The decision here is whether CCSD(T) is good enough for the energy of a small organoaluminium fragment with an awkward electronic structure, or whether a costlier check is worth running. A second decision follows if the check is a quantum Monte Carlo walk: which trial wavefunction should steer it. For this molecule the second choice matters more than the first. A poor trial makes the check ten times worse than the result it was meant to test.

Atomization energy errors, without zero-point energy, for neutral singlet CH₃Al at the PBE0/def2-TZVP geometry. HF, MP2, coupled cluster and AFQMC use the cc-pVDZ basis, frozen cores and an RHF determinant for the molecule; ph means phaseless, with the trial after the slash. Calculated with Ansatz 0.2.0 and Ansatz afq 1 (in-house AFQMC program).

| level | this level less the reference (CCSDT(Q), same basis) (meV) | statistical noise, one standard error (meV) |
| --- | --- | --- |
| HF | -2636.0 | 0.00 |
| MP2 | -263.0 | 0.00 |
| CCSD | -167.0 | 0.00 |
| CCSD(T) | -50.0 | 0.00 |
| ph-AFQMC/HF | 494.0 | 64.00 |
| ph-AFQMC/CISD | 28.0 | 19.00 |
| released AFQMC | -3.0 | 30.00 |

## What happens

A negative error means that the molecule is bound too weakly relative to CCSDT(Q) in the same basis. From HF to CCSD(T) every level underbinds, each less than the one before. HF loses 23% of the atomization energy, while CCSD(T) falls short by only 50 meV, or about 5 kJ/mol.

Phaseless AFQMC breaks the pattern. Steered by the HF determinant, it overbinds by about half an electronvolt. Steered by a CISD wavefunction, it comes back to about one and a half standard errors from the reference.

## Which molecule this is

The formula CH₃Al suggests methylaluminium, but the geometry says otherwise. Two hydrogens sit on aluminium and one on carbon, so this is H₂Al–CH, a carbene. The carbon has two bonds in a straight line and two p orbitals at right angles to them. Two electrons must share these orbitals.

Linear methylene, CH₂, is the simpler case to keep in mind. There the two p orbitals are equal by symmetry, and a singlet with both electrons in one of them is only half of the right answer. The configuration with the pair in the other orbital has the same weight. In H₂Al–CH the AlH₂ group removes this equality: the pair prefers the p orbital perpendicular to the molecular plane, which can lean into an empty p orbital on aluminium. One configuration therefore dominates, and the analogy holds only in that the second one stays close enough to matter.

The calculations show signs of this. The restricted determinant is unstable towards breaking spin symmetry. The largest double-excitation amplitude, which measures how strongly one pair jump is mixed in, rises from 0.14 in CCSD to 0.23 in the CCSDT(Q) run. That this jump takes the carbene pair from one p orbital to the other is the natural reading, though the amplitude alone doesn't prove it.

## Why the ladder underbinds

An atomization energy is a difference, so its error is one too:

error = (energy error of the atoms) − (energy error of the molecule)

Electron correlation lowers the molecule more than the separate atoms, because bonding creates new electron pairs and brings existing ones closer together. HF leaves out all of this correlation and so underbinds most. Part of its error also comes from forcing the carbene electrons to remain paired in one orbital.

Suppose now that a better level still lacks a fraction x of the correlation energy, and that x is the same in the atoms and in the molecule. The error is then x times the HF error. For MP2, the molecular energy is 1350 meV too high, against 5963 meV for HF, so x = 1350/5963 = 0.226. The estimate is 0.226 × (−2636 meV) ≈ −600 meV.

The table has −263 meV. The MP2 atomization error was not used in the estimate; only the HF row is matched by construction. The rule gets the direction right but makes MP2 more than twice too bad. For CCSD and CCSD(T) it fails the other way and gives only about 60% of the error. The printed analysis after this text compares it with the opposite assumption, that the atoms offset nothing.

## Why MP2 looks better than it is

Judged by atomization energy, MP2 is only 1.6 times worse than CCSD. Judged by the energy of the molecule itself, it is almost six times worse. The atoms hide the difference: their own MP2 error offsets four fifths of the molecular one.

A likely reason lies in the free carbon and aluminium atoms. Each has a filled valence s orbital close in energy to partly empty p orbitals, and second-order perturbation theory tends to undervalue the resulting mixing. Whatever the exact cause, the small MP2 error is a cancellation and not a sign that MP2 describes the carbene well.

CCSD loses most of this help, because it describes the atoms almost completely. What it lacks is mainly the joint motion of three electrons. Hydrogen has one electron, aluminium three valence electrons and carbon four, so the atoms offer few such triples. The molecule has ten valence electrons close together and offers many more.

## What CCSD(T) leaves behind

The (T) correction removes 70% of the CCSD error. It estimates the effect of triples from the CCSD amplitudes without letting those amplitudes respond. That works well when one configuration rules, and less well when a second is close by and CCSD gives it too little weight.

The molecular energies fit this picture. CCSD(T) lies 69 meV above the reference, and 53 meV of that disappears once the triples are treated in full. Quadruples supply the remaining 16 meV. The atoms offset 19 meV of the total, which leaves the 50 meV in the table.

## Why the HF trial overshoots

AFQMC represents the wavefunction by many walkers, each a determinant moving in random fields. Left alone, the walkers acquire complex phases and the signal drowns in noise. The phaseless constraint prevents this by using each walker's overlap with a trial wavefunction to decide how it may contribute. The result depends on the trial, and it can fall below the true energy.

The restricted HF determinant used as trial here contains only one of the two carbene configurations. Walkers that carry the other overlap weakly with it and are poorly steered. This explains why a large bias is plausible, but not which sign it takes. The sign comes from the run: the molecule is 309 meV too low.

The atoms make matters worse. With the HF trial they come out 185 meV too high, so the two errors add to 494 meV, whereas in the coupled-cluster rows they partly cancel. More than a third of the overbinding therefore arises in the atoms and can't be blamed on the carbene.

The molecular run was noisy and still drifting, and its error estimate was still rising with block length. The quoted noise may therefore be too small, and the split between molecule and atoms is approximate. The overbinding itself is nearly eight times its quoted noise. Changing the trial shifts the result by 466 ± 67 meV. The two runs also used different numbers of walkers and different block lengths, so the trial is the probable main cause of the shift, not an isolated one.

## How far the best walks can be trusted

The CISD trial includes double excitations, and with them the second carbene configuration. Its error of +28 ± 19 meV can't be told from zero. Releasing the constraint gives −3 ± 30 meV, which looks better but differs from the constrained result by no more than the noise. These numbers don't show that release removed a bias.

Nor is the small released error an independent success. The CCSDT(Q) value was accepted as reference because the released walk agreed with it to within a few tens of meV. The two support each other at that level and no finer.

## What to do about it

- **Check the structure and the spin state first.** All the errors here belong to a closed-shell singlet. Unrestricted density functionals mix in triplet character, so a triplet calculation should come before any claim about the ground state.
- **Look at the molecule as well as the difference.** MP2 shows how a modest atomization error can hide a large error in the molecular energy.
- **Use CCSD(T) if 50 meV is tolerable.** If it isn't, the next step is full triples, which recover most of what the molecule still lacks.
- **Don't test such a molecule with a restricted single-determinant trial.** Of the two trials used here, only the CISD one let the walk say anything about the quality of CCSD(T). An unrestricted determinant, which can mix in the second configuration, was not tried.

Aluminium alkyls are precursors for aluminium oxide gate dielectrics, and models of their gas-phase chemistry may include reactive fragments. At a growth temperature near 300 °C the thermal energy is roughly 50 meV. An error of that size, carried uncancelled into a reaction energy, changes an equilibrium constant by about a factor of three. That is acceptable for sorting likely from unlikely species, but not for predicting concentrations. The errors here are also relative to a small basis with frozen cores, and the step from there to nature has to be added separately.

Numerical output:

```
Energy errors against CCSDT(Q) and correlation recovered:
             row  molecule meV  atoms by difference meV  molecule recovered %  atoms recovered %
              HF          5963                     3327                     0                  0
             MP2          1350                     1087                 77.36              67.33
            CCSD         230.3                     63.3                 96.14               98.1
         CCSD(T)         69.19                    19.19                 98.84              99.42
     ph-AFQMC/HF        -308.9                    185.1                 105.2              94.44
   ph-AFQMC/CISD        -21.64                     6.36                 100.4              99.81
  released AFQMC          3.75                     0.75                 99.94              99.98
Estimates of the atomization error in meV:
             row  table  equal share  molecule alone  offset by atoms %
              HF  -2636        -2636           -5963               55.8
             MP2   -263       -596.8           -1350              80.52
            CCSD   -167       -101.8          -230.3              27.49
         CCSD(T)    -50       -30.58          -69.19              27.74
     ph-AFQMC/HF    494        136.5           308.9             -59.94
   ph-AFQMC/CISD     28        9.566           21.64             -29.39
  released AFQMC     -3       -1.658           -3.75                 20
HF error as share of the atomization energy, %: -23.43
Molecular energy error, MP2 over CCSD, ratio: 5.862
Atomization error, MP2 over CCSD, ratio: 1.575
Gain in atomization energy from CCSD to CCSD(T), meV: 117
Share of the CCSD error removed by (T), %: 70.06
CCSD(T) atomization error, kJ/mol: -4.824
Molecule, lowering from CCSD(T) to CCSDT, meV: 52.93
Molecule, lowering from CCSDT to CCSDT(Q), meV: 16.26
Largest double amplitude, CCSDT(Q) run over CCSD, ratio: 1.731
Error of ph-AFQMC/HF in units of its noise: 7.719
Molecular part of ph-AFQMC/HF in units of its largest blocking error: 4.185
Change of error from HF trial to CISD trial, meV: 466
Noise of that change, meV: 66.76
Error of ph-AFQMC/CISD in units of its noise: 1.474
ph-AFQMC/CISD less released, meV: 31
Noise of that difference if independent, meV: 35.51
```
